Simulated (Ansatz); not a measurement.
## TiH: energy above lowest point and pressure against volume scale

Results calculated with Ansatz 0.2.0, not measured. Free energy against uniform scaling of the volume at fixed shape and fractions; periodic cell, basis, potentials, k mesh and filling as listed.

The cell before it is scaled or strained (space group P4_2/mmc, No. 131):
```
TiH
1.0
      2.9475     0.0000     0.0000
      0.0000     2.9475     0.0000
      0.0000     0.0000     4.5681
Ti H
2 2
Direct
  0.50000 0.00000 0.50000
  0.00000 0.50000 0.00000
  0.00000 0.00000 0.25000
  0.00000 0.00000 0.75000
```

Settings of every row: functional r2SCAN; dispersion none; potentials PAW; wave cutoff 650 eV; density cutoff 2600 eV; k mesh 8x8x5; k shift 0x0x0; occupations fermi dirac; smearing width 0.1 eV; spin none.

Limits: coarse k mesh, up to 40 meV an atom off; the cell comes from a prototype or a list of computed structures and needn't be the stable phase.

```
row  volume scale  V (Å³/atom)  energy above lowest point (meV/atom)  pressure (GPa)
  1          0.94        9.326                                  15.8            9.21
  2          0.96        9.525                                   6.6            5.75
  3          0.98        9.723                                     ?               ?
  4             1        9.922                                     0           -0.24
  5          1.02        10.12                                   1.9           -2.82
  6          1.04       10.319                                   6.9           -5.16
  7          1.06       10.517                                  14.6           -7.28
```

Question: what energy above lowest point and pressure should row 3 give?

Worked fit of energy above lowest point. Take u = (V_r/V)^(2/3) − 1 with V_r = 10.021 Å³ an atom, which is twice the finite (Eulerian) strain; such expansions in the strain, on which the Birch-Murnaghan equation of state is built, carry the rest volume and the bulk modulus. The shown rows have u = 0.04908, 0.03442, 0.00664, -0.00653, -0.01935, -0.03169. Least squares give energy above lowest point = 0.57 − 146.9 × u + 9327 × u² meV/atom; a straight line predicts inner rows, each left out in turn, worse (root mean square 5.9 against 0.036 meV/atom). All shown rows lie on it to the printed digit. Its lowest point lies at u = 0.0079, or V = 9.904 Å³ an atom, and the curvature there gives the bulk modulus at fixed shape and fractions, B = (4/9)(1 + u)² E″(u)/V = 136 GPa. Letting shape and atoms relax would as a rule lower it, by much in layered, chain or molecular crystals. The withheld row has u = 0.02033, so the fit gives 0.57 − 146.9 × (0.02033) + 9327 × (0.02033)² = 1.4 meV/atom.

The calculation gave 1.4 meV/atom. The fit meets it to the printed digit.

Worked fit of pressure. Take u = (V_r/V)^(2/3) − 1 with V_r = 10.021 Å³ an atom, which is twice the finite (Eulerian) strain; such expansions in the strain, on which the Birch-Murnaghan equation of state is built, carry the rest volume and the bulk modulus. The shown rows have u = 0.04908, 0.03442, 0.00664, -0.00653, -0.01935, -0.03169. Least squares give pressure = −1.56 + 195.73 × u + 483 × u² GPa; a straight line predicts inner rows, each left out in turn, worse (root mean square 0.31 against 0.005 GPa). The rows lie off it by 0.00, 0.00, 0.00, 0.00, 0.01, 0.00. The pressure vanishes at u = 0.0078, or V = 9.905 Å³ an atom, and there the bulk modulus at fixed shape and fractions is B = −V dP/dV = (2/3)(1 + u) dP/du = 137 GPa. Letting shape and atoms relax would as a rule lower it, by much in layered, chain or molecular crystals. The withheld row has u = 0.02033, so the fit gives −1.56 + 195.73 × (0.02033) + 483 × (0.02033)² = 2.62 GPa.

The calculation gave 2.61 GPa. The fit lies 0.01 GPa (0.061 % of the column's range) above it, one unit of the last digit.
